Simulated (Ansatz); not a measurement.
## A series in volume per atom on V

Results calculated with Ansatz 0.2.0, not measured. Periodic Kohn-Sham DFT of a crystal at fixed atoms; pressure and stress are positive in compression; the energy is the free energy less that of spherical unpolarised free atoms; site moments are those in the method's own spheres, positive along +z.

Cell of the first row (space group Im-3m, No. 229):
```
V
1.0
     -1.4685     1.4685     1.4685
      1.4685    -1.4685     1.4685
      1.4685     1.4685    -1.4685
V
1
Direct
  0.00000 0.00000 0.00000
```

Settings of every row: method frozen-core PAW; functional PBE; relativity scalar; k mesh 16x16x16; filling fermi-dirac; smearing width 0.05 eV; wave cutoff 420 eV; paw set soft_2.

Atom:
```csv
element,start moment (bohr magneton)
V,1.5
```

```csv
row,volume per atom (Å³),pressure (GPa)
1,12.668,12.421
2,13.065,5.857
3,13.469,0.046
4,13.874,?
5,14.278,-9.407
```

Cell moment is 0 bohr magneton in every row.

Question: what pressure should row 4 give?

Worked fit of pressure. Take u = (V_r/V)^(2/3) − 1 with V_r = 13.267 Å³ an atom, which is twice the finite (Eulerian) strain; such expansions in the strain, on which the Birch-Murnaghan equation of state is built, carry the rest volume and the bulk modulus. The shown rows have u = 0.03128, 0.01028, -0.01002, -0.04778. Least squares give pressure = 2.8502 + 286.384 × u + 624.94 × u² GPa; a straight line predicts inner rows, each left out in turn, worse (root mean square 0.61 against 0.0067 GPa). The rows lie off it by 0.001, -0.003, 0.003, 0.000. The pressure vanishes at u = -0.0102, or V = 13.47 Å³ an atom, and there the bulk modulus at fixed shape and fractions is B = −V dP/dV = (2/3)(1 + u) dP/du = 181 GPa. The withheld row has u = -0.02938, so the fit gives 2.8502 + 286.384 × (-0.02938) + 624.94 × (-0.02938)² = -5.024 GPa.

The calculation gave -5.01 GPa. The fit lies 0.014 GPa (0.064 % of the column's range) below it; its largest miss of a shown row is 0.003 GPa.
